The first ionisation energy is the energy of the cation minus that of the neutral atom, both in their ground states. It is computed here with Hartree-Fock (HF), which lets each electron feel only the average field of the others, and with second-order perturbation theory (MP2), which adds correlation, the avoidance of one electron by another. SCS-MP2 reweights the opposite-spin and same-spin parts of that correlation. HF is too low in every row, by up to about 2 eV, and the error changes abruptly between neighbours, so the HF column should not be used to order Be and B.

First ionisation energies of isolated atoms from PySCF 2.14.0, as differences of non-relativistic total energies (unrestricted orbitals, dyall-acv3z basis, point nucleus). Subvalence means that all electrons are correlated, except 1s in Mg and Ar. The computed energies exclude the spin-orbit correction; tabulated values are NIST's, ground level to ground level.

```
species   Z  electrons  configuration  final configuration  HF (eV)  MP2 subvalence (eV)  SCS-MP2 subvalence (eV)  first-order spin-orbit correction (eV)  tabulated (eV)  kind of the tabulated value
     Be   4          4       [He] 2s2             [He] 2s1     8.04                 8.87                     9.02                                    0.00          9.3227                     measured
      B   5          5   [He] 2s2 2p1             [He] 2s2     8.04                  n/a                      n/a                                    0.00         8.29802                     measured
      C   6          6   [He] 2s2 2p2         [He] 2s2 2p1    10.80                11.27                    11.13                                    0.00         11.2603                     measured
     Ne  10         10           [Ne]         [He] 2s2 2p5    19.66                21.66                    21.50                                   -0.03         21.5645                     measured
     Mg  12         12       [Ne] 3s2             [Ne] 3s1     6.61                 7.40                     7.50                                    0.00         7.64624                     measured
     Ar  18         18           [Ar]         [Ne] 3s2 3p5    14.55                15.76                    15.66                                   -0.06         15.7596                     measured
```

Along the second period the tabulated energy rises from B to C and is highest at Ne. Each step adds a proton and an electron to the same shell, and electrons of one shell screen each other poorly, so on the whole the outer electron is held more tightly. N, O and F are not in the table; the rise is broken between N and O, where the lost 2p electron first has an orbital partner that repels it. Down a group, from Be to Mg and from Ne to Ar, the energy falls: the added inner shell screens most of the added nuclear charge, and the outer electron sits farther out. This is a qualitative argument. Slater's screening rules, used without any fit, come within 2% of HF for Be but are 22% too high for B, and they wrongly predict a rise down both groups.

The irregular step is Be to B, where the tabulated energy drops by 1.02 eV although Z, the nuclear charge, increases. One reason is that B loses a 2p electron, which penetrates the 1s core less than 2s does. HF contains that effect, yet gives 8.04 eV for both atoms: weaker penetration only offsets the extra proton. The exact tie has no meaning of its own, since an unrestricted determinant that is not spherical can favour the open-shell B atom slightly. Most of the drop must still come from what HF omits.

To see this, take the gap

g = tabulated − HF − spin-orbit correction

It is mainly the correlation energy that the atom has and the ion lacks, with some basis-set error and neglected relativity mixed in. It is 1.28 eV for Be but 0.26 eV for B. The 2s electron taken from Be leaves a partner in the same orbital. The two have opposite spins, so the Pauli principle does not keep them apart, and HF lets them meet too often. The 2p electron of B has no such partner. Theory adds a second reason: its departure frees a p orbital into which the remaining 2s pair can partly escape, so the ion regains some correlation.

A simple count puts this into numbers. Let p be 1 if the lost electron had an orbital partner and 0 if not, and let m be the number of its other valence companions. A least-squares fit to all six rows gives

g ≈ 1.10 p + 0.093 m (eV)

Ne has p = 1 and m = 6, hence

g ≈ 1.10 + 0.093 × 6 = 1.66 eV
ionisation energy ≈ 19.66 + 1.66 − 0.03 = 21.29 eV

This is 0.27 eV, or 1.3%, below the tabulated value, for a row that was part of the fit. When each row is predicted from the other five, the typical error is 0.38 eV. Replacing the m term by a constant does equally well in this test, so only the contrast between paired and unpaired electrons is well supported. The count also gives Ar the same gap as Ne, whereas the actual gaps are 1.27 and 1.93 eV. A likely cause is that the 2p shell is more compact and its electrons have more to avoid.

MP2 recovers 95 to 103% of the gap for C, Ne and Ar, but only 65% for Be and 76% for Mg. In these two atoms the empty p orbitals lie close above the filled s orbital, and second order is too short an expansion for the strong s²–p² mixing that results. Further runs in the same basis with CCSD(T), a fuller treatment of correlation, show for Be that higher orders supply what is missing: they close nearly all of its gap. The near-perfect result for C may owe something to cancelling errors, because there the mixing is stronger in the ion. For Ne the agreement is partly such a cancellation: CCSD(T) lies below both MP2 and the tabulated value, so MP2 overshoots and the limited basis hides it. The table has no MP2 value for B, but further runs give one with its 1s shell frozen. Set against Be, whose 1s shell is correlated, MP2 restores a little more than half of the drop from Be to B, and CCSD(T) all of it. The unequal treatment of 1s makes these shares approximate.

The spin-scaled column fits the same picture. With the standard factors, 1.2 for opposite and 1/3 for same spins, the MP2 contribution for Be splits into 0.81 eV from opposite spins and almost nothing from same spins, so scaling raises the result. In C the lost electron has a parallel companion in 2p and another in 2s, while the opposite-spin part is probably reduced because the 2s pair regains some correlation in the ion, as in B. The same-spin part is then the larger, and scaling lowers the result. In Ne and Ar the lost electron leaves an orbital partner but also several parallel companions; the same-spin part is about half the opposite-spin part, which is enough for scaling to lower the result there too.

For a neighbouring atom, ask first whether the departing electron leaves an orbital partner. Al, after Mg, loses a lone 3p electron, so its HF error should be smaller than that of Mg, and its ionisation energy should dip. That dip need not come mostly from correlation, as it does at B: the 3p electron is also less tightly bound than 3s, and HF contains that effect. In O the lost electron is paired again, and the HF error should jump above that of N.

The output below gives the fits and the row-by-row errors.

Output of the analysis:

```
rounding: 0.005 eV per entry; MP2-HF 0.010, gap 0.010, OS 0.012, SS 0.014 eV at worst
1. Slater screening, no fit: IE(eV), minus HF(eV), rel; Zeff=n*sqrt(IE/Ry) from HF, tabulated
Be   7.87 -0.17   -2%  1.54 1.66
B    9.78 +1.74  +22%  1.54 1.56
C   11.46 +0.66   +6%  1.78 1.82
Ne  15.99 -3.67  -19%  2.40 2.52
Mg   9.08 +2.47  +37%  2.09 2.25
Ar  17.58 +3.03  +21%  3.10 3.23
step Be->B (eV): Slater +1.90 HF +0.00 MP2 +nan tab -1.02; per Z HF +0.00 tab -1.02
step B->C (eV): Slater +1.68 HF +2.76 MP2 +nan tab +2.96; per Z HF +2.76 tab +2.96
step C->Ne (eV): Slater +4.52 HF +8.86 MP2 +10.39 tab +10.30; per Z HF +2.21 tab +2.58
step Be->Mg (eV): Slater +1.20 HF -1.43 MP2 -1.47 tab -1.68; per Z HF -0.18 tab -0.21
step Ne->Ar (eV): Slater +1.59 HF -5.11 MP2 -5.90 tab -5.80; per Z HF -0.64 tab -0.73
2. gap = tabulated-HF-SO (eV): Be 1.28 B 0.26 C 0.46 Ne 1.93 Mg 1.04 Ar 1.27
   gap/HF (%): Be 16.0 B 3.2 C 4.3 Ne 9.8 Mg 15.7 Ar 8.7
   gap Be - gap B 1.02 eV; gap Ne - gap Ar 0.66 eV
pair count (orbital partner, others): coef [1.102 0.093] rms 0.22 leave-one-out 0.38 eV, worst Ar
   model-gap: Be -0.18 B -0.07 C -0.18 Ne -0.28 Mg +0.07 Ar +0.39
fraction of HF IE: coef [0.091] rms 0.41 leave-one-out 0.46 eV, worst Be
   model-gap: Be -0.55 B +0.47 C +0.52 Ne -0.15 Mg -0.44 Ar +0.05
one price per partner: coef [0.236] rms 0.59 leave-one-out 0.66 eV, worst Be
   model-gap: Be -1.05 B +0.21 C +0.25 Ne -0.28 Mg -0.80 Ar +0.38
orbital partner only + const: coef [1.022 0.359] rms 0.28 leave-one-out 0.38 eV, worst Ne
   model-gap: Be +0.10 B +0.10 C -0.10 Ne -0.55 Mg +0.34 Ar +0.11
3. eV: MP2-HF, % of gap, SCS-HF, % of gap, OS, SS, SS/OS, err MP2+SO, err SCS+SO (B: no run)
Be 0.83   65 0.98   76 0.81 0.02 0.02 -0.45 -0.30
C  0.47  102 0.33   72 0.20 0.27 1.35 +0.01 -0.13
Ne 2.00  103 1.84   95 1.35 0.65 0.48 +0.07 -0.09
Mg 0.79   76 0.89   86 0.72 0.07 0.09 -0.25 -0.15
Ar 1.21   95 1.11   87 0.82 0.39 0.48 -0.06 -0.16
rms error on the 5 MP2 rows (eV): HF 1.29 MP2 0.23 SCS 0.18
SCS exceeds MP2 when SS/OS < 0.30
4. Mg further output, 3s only: MP2-HF 0.656 SCS-HF 0.787 eV ratio 1.200; 63% of gap
   adding 2s2p: +0.142 eV (18% of MP2-HF), OS +0.073 SS +0.069 eV
```
